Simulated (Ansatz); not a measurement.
# Li: the change of pressure with volume scale

Periodic Kohn-Sham DFT of a crystal at fixed atoms, scaled to volume_scale times the given cell; pressure positive in compression, energy less spherical unpolarised free atoms, largest_vzz the field gradient of largest size among the nuclei. The results are calculated, by Ansatz 0.2.0.

The cell before it is scaled or strained (space group Fm-3m, No. 225):
```
Li
1.0
      0.0000     2.2020     2.2020
      2.2020     0.0000     2.2020
      2.2020     2.2020     0.0000
Li
1
Direct
  0.00000 0.00000 0.00000
```

Settings of every row: method frozen-core PAW; functional PBEsol; relativity scalar; k mesh 13x13x13; filling fermi-dirac; smearing width 0.08 eV; wave cutoff 420 eV; paw set soft_2.

Atom start moment: 0 on all atoms.

Limits: PAW files made with PBE.

```csv
row,volume scale,V (Å³/atom),pressure (GPa)
1,0.94,20.073,0.104
2,0.95,20.286,?
3,0.96,20.5,-0.179
4,0.98,20.927,-0.437
5,0.99,21.141,-0.558
6,1,21.354,-0.673
7,1.01,21.568,-0.784
8,1.02,21.781,-0.889
9,1.04,22.208,-1.087
10,1.05,22.422,-1.179
11,1.06,22.635,-1.267
```

Question: what pressure should row 2 give?

Worked fit of pressure. Take u = (V_r/V)^(2/3) − 1 with V_r = 21.461 Å³ an atom, which is twice the finite (Eulerian) strain; such expansions in the strain, on which the Birch-Murnaghan equation of state is built, carry the rest volume and the bulk modulus. The shown rows have u = 0.04558, 0.03101, 0.01694, 0.01007, 0.00334, -0.00331, -0.00982, -0.02255, -0.02878, -0.03488. Least squares give pressure = −0.7292 + 16.655 × u + 35.55 × u² GPa; a straight line predicts inner rows, each left out in turn, worse (root mean square 0.019 against 0.0003 GPa). All shown rows lie on it to the printed digit. The pressure vanishes at u = 0.0403, or V = 20.23 Å³ an atom, and there the bulk modulus at fixed shape and fractions is B = −V dP/dV = (2/3)(1 + u) dP/du = 13.5 GPa. The withheld row has u = 0.03825, so the fit gives −0.7292 + 16.655 × (0.03825) + 35.55 × (0.03825)² = -0.040 GPa.

The calculation gave -0.041 GPa. The fit lies 0.001 GPa (2.4 % of the value, 0.073 % of the column's range) above it, one unit of the last digit.
